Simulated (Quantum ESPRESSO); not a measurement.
# Work function, surface force and excess energy of Al(111) films of 3 to 8 layers with PBE and PBEsol

Adding a layer to a metal film might be expected to bring its surface steadily closer to that of the thick crystal. In Al(111) films the work function instead rises and then falls again. We ask how this is linked to the force on the top layer and to the surface energy. The question matters for thin aluminium electrodes and tunnel contacts, where the work function helps to set the barrier for electrons. We calculate free-standing films with PBE and PBEsol, with the atoms held at bulk places. The work function is the vacuum level less the Fermi level, a positive force points outwards, and the excess energy is counted against the bulk energy per layer and covers both faces.

## Systems and settings

Quantum ESPRESSO 7.5 (pw.x), driven by a script. Symmetric 1×1 slabs of Al(111) (fcc) at the tabulated measured lattice constant, atoms at bulk places, 7.5 Å of empty space on each side as the script builds them, with open boundaries by the effective screening medium. Mesh 12×12×1 for all thicknesses, Marzari-Vanderbilt smearing of 0.02 Ry, spin-paired, no spin-orbit coupling. PBE, GBRV ultrasoft: cutoffs 40 and 200 Ry; PBEsol, GBRV ultrasoft: cutoffs 40 and 200 Ry. The excess energy is the slab's energy less the number of layers times the slope of a straight line through the thicker slabs; it is twice the surface energy per cell.

Notes on method and selection:

- Confinement between the two faces quantises the states along the normal, so values can oscillate with thickness.
- The measured lattice constant is no functional's own, which adds to the force.
- Measured work functions of the rebuilt (100) and (110) faces of Au, Pt and Ir, of Ta(111), and of polycrystals are not set beside the runs.
- Runs in which the search for lower states was switched off are not listed.
- Runs that did not converge, have known faults or may not be shown are not listed, and runs on Ansatz's PAW sets soft_1 and soft_2 are kept to separate tables.

Columns:

- layers: number of atomic layers.
- Φ (eV): work function: vacuum level outside the slab less the Fermi level.
- force (eV/Å): force on the top atom along the outward normal; negative pulls it inwards.
- excess energy (meV): excess energy of the slab, both faces, per 1×1 cell.

## Computed values

| member | layers | Φ (eV), PBE, GBRV ultrasoft | Φ (eV), PBEsol, GBRV ultrasoft | force (eV/Å), PBE, GBRV ultrasoft | force (eV/Å), PBEsol, GBRV ultrasoft | excess energy (meV), PBE, GBRV ultrasoft | excess energy (meV), PBEsol, GBRV ultrasoft |
| --- | --- | --- | --- | --- | --- | --- | --- |
| 3 layers | 3 | 3.883 | 3.938 | −0.1157 | −0.1914 | 738 | 869 |
| 4 layers | 4 | 4.032 | 4.093 | −0.0146 | −0.0879 | 791 | 922 |
| 5 layers | 5 | 4.107 | 4.170 | 0.0578 | −0.0137 | 756 | 886 |
| 6 layers | 6 | 4.088 | 4.145 | 0.0356 | −0.0376 | 759 | 889 |
| 7 layers | 7 | 4.041 | 4.100 | 0.0115 | −0.0613 | 784 | 914 |
| 8 layers | 8 | ? | ? | ? | ? | ? | ? |

Cells marked ? are withheld until the estimate has been made.

## Mechanism

With PBE the work function climbs from 3.883 eV at three layers to 4.107 eV at five, or (4.107 − 3.883) / 2 = 0.112 eV per layer. It then drops by 4.107 − 4.041 = 0.066 eV up to seven layers. The force on the top atom puts the five films in the same order as the work function: most strongly inward at three layers, most strongly outward at five. From four layers on, the excess energy runs the opposite way, highest at four and lowest at five. PBEsol repeats all these orderings.

Confinement offers a common origin. Electron waves standing between the two faces form subbands, and a new one crosses the Fermi level each time the film grows by half a Fermi wavelength. For free electrons at the density of aluminium that is roughly 1.8 Å, against a layer spacing of roughly 2.3 Å, so each layer brings about 1.3 subbands. The filling pattern nearly repeats when the surplus of 0.3 adds up to one, after about 1 / 0.3 = 3.3 layers. The films of four and seven layers fit this: their PBE work functions differ by 0.009 eV and their excess energies by 7 meV. Those of three and six layers do not, with work functions 4.088 − 3.883 = 0.205 eV apart. In the thinnest film the two surface regions probably overlap, so that it has little bulk-like interior.

The choice of functional mostly shifts the curves. PBEsol raises the work function by between 3.938 − 3.883 = 0.055 eV (three layers) and 4.170 − 4.107 = 0.063 eV (five layers), raises the excess energy by about 130 meV, and makes the force more inward by 0.07 to 0.08 eV/Å. The shift in force has the expected sign: PBEsol favours a shorter lattice constant than PBE, so at the same measured spacing its films are more stretched and the top layer is drawn inwards more strongly.

## Predicting the missing value

Plain estimates from the members shown:

- 8 layers (PBE, GBRV ultrasoft), mean of the 5 members shown: 4.030 eV, standard deviation 0.079

The mean of all five films, 4.030 eV, is pulled down by the three-layer film, which resembles an eight-layer film least. We therefore use the confinement period. For an undamped wave about a constant level, with 0.3 of a turn per layer, Φ(N) = Φ(N−3) + g × [Φ(N−1) − Φ(N−2)], where g = 1 + 2 cos(0.3 × 360°) = 0.38. The two differences, Φ(N) − Φ(N−3) and Φ(N−1) − Φ(N−2), share a midpoint, so for a cosine wave with a turn of θ per layer their ratio is sin(3θ/2) / sin(θ/2) = 1 + 2 cos θ, which is g.

For eight layers this gives 4.107 + 0.38 × (4.041 − 4.088) = 4.089 eV.

Applied to seven layers, the formula gives 4.032 + 0.38 × (4.088 − 4.107) = 4.025 eV, which is 0.016 eV below the computed 4.041 eV. The mean of the four thinner films, (3.883 + 4.032 + 4.107 + 4.088) / 4 = 4.028 eV, does just as well there, so our preference for the formula rests on the physics and not on this test. For six layers, where the formula has to start from the three-layer film, it misses by about 0.18 eV; the eight-layer estimate does not use that film.

A single useful test is a thin basis for an error bar. The miss of 0.016 eV is probably too small a measure, while the sample standard deviation (divisor n − 1) of the films with four to seven layers, 0.036 eV, is what we would quote without any knowledge of the period. We take 0.03 eV, between the two. Damping of the wave with thickness would move the result slightly down, well within that margin.

**Committed estimate, 8 layers (PBE, GBRV ultrasoft): Φ = 4.09 ± 0.03 eV.**

## Check

| member | level | layers | Φ (eV) | force (eV/Å) | excess energy (meV) |
| --- | --- | --- | --- | --- | --- |
| 8 layers | PBE, GBRV ultrasoft | 8 | 4.131 | 0.0358 | 778 |
| 8 layers | PBEsol, GBRV ultrasoft | 8 | 4.193 | −0.0365 | 908 |

| member | estimate | Φ (eV) | computed | estimate − computed | miss in error bars |
| --- | --- | --- | --- | --- | --- |
| 8 layers (PBE, GBRV ultrasoft) | committed | 4.090 | 4.131 | −0.041 | 1.4 |
| 8 layers (PBE, GBRV ultrasoft) | mean | 4.030 | 4.131 | −0.101 |  |

Our estimate of 4.09 eV lies 0.041 eV below the computed 4.131 eV, which is 1.4 error bars and so outside the stated range. It is still closer than the mean of the five thinner films, which misses by 0.101 eV.

The expected rise after seven layers did appear, but it is 4.131 − 4.041 = 0.090 eV where the formula gave 0.048 eV. The near-repeat after three layers held: the films of five and eight layers differ by only 0.024 eV. What failed was the correction for a period slightly longer than three layers. It lowered the estimate by 0.018 eV, while the computed value lies above that of five layers. Our remark that damping would bring the result down also pointed the wrong way.

A work function that rises, falls and rises again is what confinement leads one to expect, but a free-electron wave with one fixed period doesn't give the heights well.

## Where the trend breaks

The three-layer film stands farthest out. The other five have a mean PBE work function of (4.032 + 4.107 + 4.088 + 4.041 + 4.131) / 5 = 4.080 eV, with a standard deviation of about 0.04 eV, and the three-layer film lies 4.080 − 3.883 = 0.197 eV below that mean. It also has the most inward force and the lowest excess energy, with both functionals. Overlap of the two surface regions is the likeliest reason, though simple theory doesn't fix the sign of its effect on the work function.

The eight-layer film breaks the orderings we found among the thinner ones. It has the highest work function, yet its force of 0.0358 eV/Å is practically that of six layers, and its excess energy of 778 meV is 22 meV above that of five layers, where a near-repeat would make them similar.

An error in the fitted bulk energy per layer would grow with thickness, but it can't be the whole reason. Removing the 22 meV takes 22 / 3 = 7 meV per layer, and the same correction would widen the gap between four and seven layers from 7 to 29 meV. The fixed 12×12×1 mesh is a further suspect, because it samples the edge of each subband coarsely and the error changes as subbands fill. Both functionals share this mesh, so their agreement is no check on it.

## Measured values

| member | quantity | measured | computed, PBE, GBRV ultrasoft | computed − measured | conditions | source |
| --- | --- | --- | --- | --- | --- | --- |
| 8 layers | Φ (eV) | 4.32 | 4.131 | −0.189 | compiled values differ between sources by a tenth of an eV or more; compiled experimental value; Al(111) single-crystal face | [1] |

Sources:

[1] "Properties of real metallic surfaces: Effects of density functional semilocality and van der Waals nonlocality" (2017, arXiv:1702.08515)

The computed PBE work function of the eight-layer film is 0.189 eV below the measured 4.32 eV, or 0.189 / 4.32 = 4.4 %. PBEsol comes nearer, at 4.193 − 4.32 = −0.127 eV.

The measured number is a compiled value for a single-crystal face, and such values differ between sources by a tenth of an eV or more. We therefore don't read the sign of the difference as an established error of either functional, nor the smaller PBEsol difference as proof that it is the better one. A low value would nevertheless fit general experience with PBE, which often gives work functions of metals somewhat too low.

The comparison also sets a thin film beside a thick crystal. From four to eight layers the PBE value still varies by 4.131 − 4.032 = 0.099 eV, about half of the difference from experiment. Holding the atoms at bulk places probably matters less, since the top layer of Al(111) moves little. With one measured value, the change with thickness is not tested against experiment.

## What to take away

From four layers on, the work function is linked to the force and the surface energy only in broad groups. The films of five, six and eight layers have higher work functions, more outward (or less inward) forces and lower excess energies than those of four and seven, with both functionals. Within the groups the order is not strict. Confinement is a plausible common cause, but these runs don't prove it.

Between four and eight layers the PBE work function stays within 4.032 to 4.131 eV without settling. A single film in this range therefore gives the thick-crystal value to no better than several hundredths of an eV. The three-layer near-repeat of the work function has only two good cases behind it, too few for a rule.

The step between functionals is much steadier. Over the five thinner films PBEsol lies on average (0.055 + 0.061 + 0.063 + 0.057 + 0.059) / 5 = 0.059 eV above PBE, which for eight layers gives 4.131 + 0.059 = 4.190 eV, against 4.193 eV computed.

For the surface energy, half of the eight-layer excess energy is 778 / 2 = 389 meV, or 389 / 1000 = 0.389 eV, per cell and face. With a cell area of roughly 7.1 Å² and 1 eV/Å² equal to about 16 J/m², PBE gives 0.389 × 16 / 7.1 = 0.88, or about 0.9 J/m².

Adsorbates are left out, and they can change the work function by more than the whole spread of the table.
